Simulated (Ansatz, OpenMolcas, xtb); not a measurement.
Computed against measured: dipole moment

8 molecules; the dipole moment in D, computed less measured. Shapes, held fixed at every level: PBE0-D4/def2-TZVP. No vibrational averaging. Dipoles are compared by magnitude; molecules under 1 D, whose direction can flip, are left out. Programs: Ansatz 0.2.0, OpenMolcas 26.06, xtb 6.7.1. Measured values: NIST CCCBDB.

Levels: A = GFN0-xTB; B = SVWN5/aug-cc-pVDZ; C = PBE-D4/def2-TZVPP; D = B3LYP-D4/def2-TZVPP.

```csv
molecule,measured,A,B,C,D
C2H2O (ethenone),1.42,-0.11,+0.04,-0.09,+0.03
CH2Cl2 (dichloromethane),1.60,+0.14,+0.03,-0.04,+0.03
CH2ClF (chlorofluoromethane),1.82,+0.26,-0.06,-0.14,-0.04
SiH3Cl (chlorosilane),1.31,-0.64,+0.05,-0.15,-0.06
C2H2F2 (vinylidene fluoride),1.38,-0.71,-0.23,-0.39,-0.21
C2H3Br (vinyl bromide),1.42,-0.38,-0.03,-0.09,0.00
C2H5F (SMILES CCF),1.96,+0.41,-0.08,-0.21,-0.09
C2H5N (N-methylmethanimine),1.53,+0.79,-0.08,-0.17,-0.06
```

Task: Which level does best on this set, which worst, and which err to one side?

Result: 
```
              level            kind  mean error  mean absolute error  worst case
           GFN0-xTB  semi-empirical      -0.030                0.430       C2H5N
  SVWN5/aug-cc-pVDZ             LDA      -0.045                0.075      C2H2F2
  PBE-D4/def2-TZVPP             GGA      -0.160                0.160      C2H2F2
B3LYP-D4/def2-TZVPP   global hybrid      -0.050                0.065      C2H2F2
```

On this set B3LYP-D4/def2-TZVPP has the smallest mean absolute error and GFN0-xTB the largest. PBE-D4/def2-TZVPP is too low in 8 of 8. The levels differ in basis as well as in method. The smallest two are near a tie. Relativity is left out for Br. The set is small.

GFN0-xTB's near-zero mean error is a cancellation of large errors of both signs, not accuracy. It exaggerates the dipole of fluoroethane but strongly underestimates that of vinylidene fluoride, where π donation from fluorine opposes the σ polarity of the C–F bonds. This suggests that its non-self-consistent charge model does not capture how bond polarity changes with the electronic environment.

PBE gives a smaller dipole than B3LYP for every molecule in the same basis, as expected if exact exchange curbs excessive delocalisation and keeps more charge on the electronegative atoms. Yet SVWN5, with no exact exchange, comes close to the hybrid. Its diffuse functions, which help describe the outer density that weighs heavily in a dipole, probably contribute, so PBE's deficit need not be wholly a functional error. Nor does the LDA result show that local exchange-correlation is inherently better than a gradient-corrected form.

Vinylidene fluoride is too low at all four levels, which may reflect the common geometry as well as the balance of σ withdrawal and π donation.
